**Q:** How hard is it to squeeze a silicide, and how much do the crystals below differ?

Binary silicides relaxed with Ansatz 0.2.0 (r2SCAN, plane-wave PAW, scalar-relativistic, no spin polarisation, 500 eV cutoff, 0.1 eV Gaussian smearing), keeping the symmetry of the starting structure. Bulk moduli come from third-order Birch-Murnaghan fits, and energies over elements are taken relative to the elements' standard states at zero smearing.

| formula | space group | volume per atom (Å³) | shortest distance (Å) | pair at the shortest distance | valence electrons an atom | neighbours of the non-metal within 15 % of its shortest distance | k mesh | bulk modulus (GPa) | bulk modulus pressure derivative | energy over elements (eV/atom) |
| --- | --- | --- | --- | --- | --- | --- | --- | --- | --- | --- |
| Ni3Si | Pm-3m | 10.40 | 2.450 | Ni-Si | 8.50 | 12 | 12×12×12 | 240 | 4.76 | -0.437 |
| Ni2Si | P6_3/mmc | 10.65 | 2.234 | Si-Ni | 8.00 | 11 | 12×12×8 | 225 | 4.79 | -0.479 |
| CoSi2 | Fm-3m | 12.51 | 2.301 | Co-Si | 5.67 | 4 | 14×14×14 | 197 | 4.50 | -0.412 |
| NiSi2 | Fm-3m | 13.02 | 2.332 | Ni-Si | 6.00 | 4 | 14×14×14 | 160 | 4.71 | -0.351 |
| MoSi2 | I4/mmm | 13.36 | 2.575 | Si-Si | 4.67 | 10 | 18×18×18 | 217 | 4.47 | -0.471 |
| WSi2 | I4/mmm | 13.41 | 2.579 | Si-Si | 4.67 | 10 | 18×18×18 | 233 | 4.39 | -0.312 |
| TiSi2 | Fddd | 13.96 | 2.519 | Si-Si | 4.00 | 10 | 10×10×10 | 146 | 4.44 | -0.529 |
| Al4Si | R-3m | 15.46 | 2.731 | Al-Si | 3.20 | 12 | 15×15×15 | 91.2 | 4.54 | 0.129 |
| Ta2Si | I4/mcm | 16.01 | 2.525 | Si-Si | 4.67 | 10 | 10×10×10 | 228 | 4.05 | -0.611 |

**A:** To shrink one of these silicides by 1 % in volume takes a pressure of roughly 1 to 2.4 GPa. That is what the bulk modulus $B=-V\,dP/dV$ measures, with $P$ the pressure and $V$ the volume. The stiffest row, Ni3Si, resists about 2.6 times as strongly as the softest, Al4Si. Al4Si is a hypothetical crystal: its positive energy over the elements means that its energy would fall if it separated into aluminium and silicon.

**Q:** Small volume per atom seems to go with high stiffness. Is that a rule?

**A:** It holds for the six crystals without a 4d or 5d metal: there the bulk modulus falls at every step as the volume per atom grows. MoSi2, WSi2 and Ta2Si break the order. Ta2Si has the largest volume of all and still reaches 228 GPa. Volume per atom mixes two things, how large the atoms are and how tightly they are bound. A crystal of large atoms can therefore still be stiff if the bonds between them are strong enough.

**Q:** Then take two crystals of the same structure. Why is CoSi2 stiffer than NiSi2?

**A:** First see how much goes with the volume. Let $B'$ be the bulk modulus pressure derivative, so that $dB=B'\,dP$. With $dP=-B\,dV/V$ this gives $dB/B=-B'\,dV/V$, and for small changes $B\propto V^{-B'}$. Stretch CoSi2 to the volume of NiSi2:

$$B\approx 197\ \text{GPa}\times\left(\frac{12.51}{13.02}\right)^{4.50}\approx 165\ \text{GPa}.$$

The full Birch-Murnaghan curve of CoSi2 gives 164 GPa, and NiSi2 itself has 160. The estimate uses no data of NiSi2 except its volume, and it recovers nearly the whole difference.

This doesn't make volume the cause, because the crystal chooses its own volume. Nickel brings one electron more than cobalt. By the usual picture of these compounds, the states that bind metal d to silicon p orbitals are already full, so the extra electron enters states that weaken the bond. The bond then lengthens and the crystal softens: the larger volume and the lower stiffness are two signs of one change. The table shows both signs, while the role of the extra electron is argued from theory.

**Q:** Does electron filling also order the other disilicides?

**A:** It gives a useful pattern. Count the valence electrons in one formula unit, which is three times the value per atom: 12 in TiSi2, 14 in MoSi2 and WSi2, 17 in CoSi2 and 18 in NiSi2. The bulk modulus rises from TiSi2 to the pair with 14 and then falls through CoSi2 to NiSi2. This is what bonding theory leads one to look for: the first electrons fill bonding states and stiffen the crystal, and later ones fill antibonding states and soften it.

The calculation holds a hint of where the bonding states end. The smearing entropy, which grows with the number of electron states near the Fermi level, is about 0.3 meV per atom in MoSi2 and WSi2, against about 1.5 or more in every other row. Few states there fit a dip between filled bonding and empty antibonding states, which is well known for these two compounds. The peak at 14 electrons isn't a clean test, however. Both crystals at the peak contain a 4d or 5d metal, and the structure changes along the series too.

**Q:** Could MoSi2 be stiffer than TiSi2 just because it is denser packed?

**A:** Only in part. MoSi2 stretched to the volume of TiSi2 would still have about 177 GPa, against 146 for TiSi2. So roughly half of the difference goes with volume, and the rest points to the bonds or the structure. Two more electrons in bonding states and the wider reach of 4d orbitals are both expected to act in this direction, and these rows can't separate them.

For the nickel-rich pair the volume explains too much instead of too little. Ni2Si, here in its high-temperature structure, would reach 252 GPa when squeezed to the volume of Ni3Si, more than the 240 of Ni3Si. The close match for CoSi2 and NiSi2 is therefore not a law that carries over to other pairs.

**Q:** What changes when only the row of the periodic table changes, as from molybdenum to tungsten?

**A:** Structure and electron count stay the same, and the volumes agree within 0.4 %. WSi2 is nevertheless 16 GPa stiffer. The standard explanation is that 5d orbitals extend further than 4d orbitals in atoms of almost equal size, so they overlap more with their neighbours. Compression then disturbs a stronger bond.

Ta2Si shows how much d bonding can matter. Al4Si, whose atoms have no valence d electrons, would have about 78 GPa at the volume of Ta2Si, roughly a third of the value there. Mere electron density doesn't explain this strength: Ta2Si and TiSi2 have nearly the same number of valence electrons per volume, yet Ta2Si is about 1.6 times as stiff. Two of its three atoms are tantalum, a large atom with a partly filled 5d shell, which is how a large volume and a high stiffness can go together.

**Q:** If I need a stiff silicide, can I pick the one with the most negative energy over the elements?

**A:** No. In this table the pick would happen to be good, since Ta2Si has the most negative energy and reaches 228 GPa. But TiSi2 comes next in energy, and only Al4Si is softer. WSi2 and MoSi2 show the same mismatch: WSi2 is stiffer, yet its energy over the elements is 0.16 eV per atom less negative. That energy compares the bonds in the compound with those in the pure elements, and tungsten metal is itself very strongly bound. Stiffness instead measures how sharply the energy of the compound curves upwards around its own best volume. A strong bond in the metal lowers the gain from forming the silicide without making the silicide soft.

**Q:** Which digits would you trust?

**A:** The pressures computed at 3 % compression and 3 % expansion give the same bulk moduli as the energy fits within 0.8 %. The fit itself is thus good to one or two GPa. This tests neither the k mesh nor the agreement with a real sample. Heat and zero-point motion are missing, and both usually soften a crystal. The functional has an error of its own as well, which for bulk moduli is expected to reach several per cent.

The order at the top is less certain than the printed digits suggest. Ni3Si leads WSi2 by only 7 GPa, and it was computed without spin, as were all rows. For the three nickel silicides and CoSi2 a magnetic state may lie lower, and magnetism usually swells and softens a metal. NiSi2, MoSi2, WSi2 and Ta2Si were also computed with a different PAW set from the other rows. The effect of that choice wasn't tested, neither on the 37 GPa between CoSi2 and NiSi2 nor on the comparisons with TiSi2.

The neighbour count of 4 in CoSi2 and NiSi2 needs care too. Six more silicon neighbours lie just outside the limit of 15 %, and with them the count would be 10, as in the other disilicides. The output below lists the volume estimates and the pressure test.

Output of the analysis:

```
Numerical test and states near the Fermi level:
    row  bulk modulus from two pressures (GPa)  its excess over the fit (%)  smearing entropy (meV an atom)
  Ni3Si                                  241.5                        0.625                           2.664
  Ni2Si                                  225.8                       0.3704                           2.794
  CoSi2                                  197.6                       0.3046                            1.61
  NiSi2                                  160.4                         0.25                           1.496
  MoSi2                                  218.5                       0.6836                          0.3513
   WSi2                                  233.8                        0.329                           0.282
  TiSi2                                  147.1                        0.742                           1.704
  Al4Si                                   91.8                       0.6579                           2.156
  Ta2Si                                  229.3                       0.5629                           2.492
Stiffest over softest bulk modulus (ratio): 2.632
Rough pressure to squeeze Ni3Si by 1 % in volume (GPa): 2.4
Rough pressure to squeeze Al4Si by 1 % in volume (GPa): 0.912
Rank correlation of bulk modulus and volume in all nine rows: -0.3667
Rank correlation in the six rows without a 4d or 5d metal: -1
CoSi2 less NiSi2, bulk modulus (GPa): 37
NiSi2 over CoSi2, excess volume (%): 4.077
CoSi2 stretched to the volume of NiSi2, bulk modulus (GPa): 163.9
Ni2Si squeezed to the volume of Ni3Si, bulk modulus (GPa): 251.8
MoSi2 less TiSi2, bulk modulus (GPa): 71
MoSi2 stretched to the volume of TiSi2, bulk modulus (GPa): 177.5
The same less TiSi2 (GPa): 31.47
WSi2 less MoSi2, bulk modulus (GPa): 16
WSi2 over MoSi2, excess volume (%): 0.3743
WSi2 squeezed to the volume of MoSi2, bulk modulus (GPa): 236.8
Al4Si stretched to the volume of Ta2Si, bulk modulus (GPa): 77.58
Ta2Si over stretched Al4Si, bulk modulus (ratio): 2.939
Ta2Si over TiSi2, valence electrons per volume (ratio): 1.018
Ta2Si over TiSi2, bulk modulus (ratio): 1.562
WSi2 less MoSi2, energy over elements (eV/atom): 0.159
Si-Si contact in fluorite CoSi2 (Å): 2.657
Excess of that contact over the Co-Si distance (%): 15.47
```
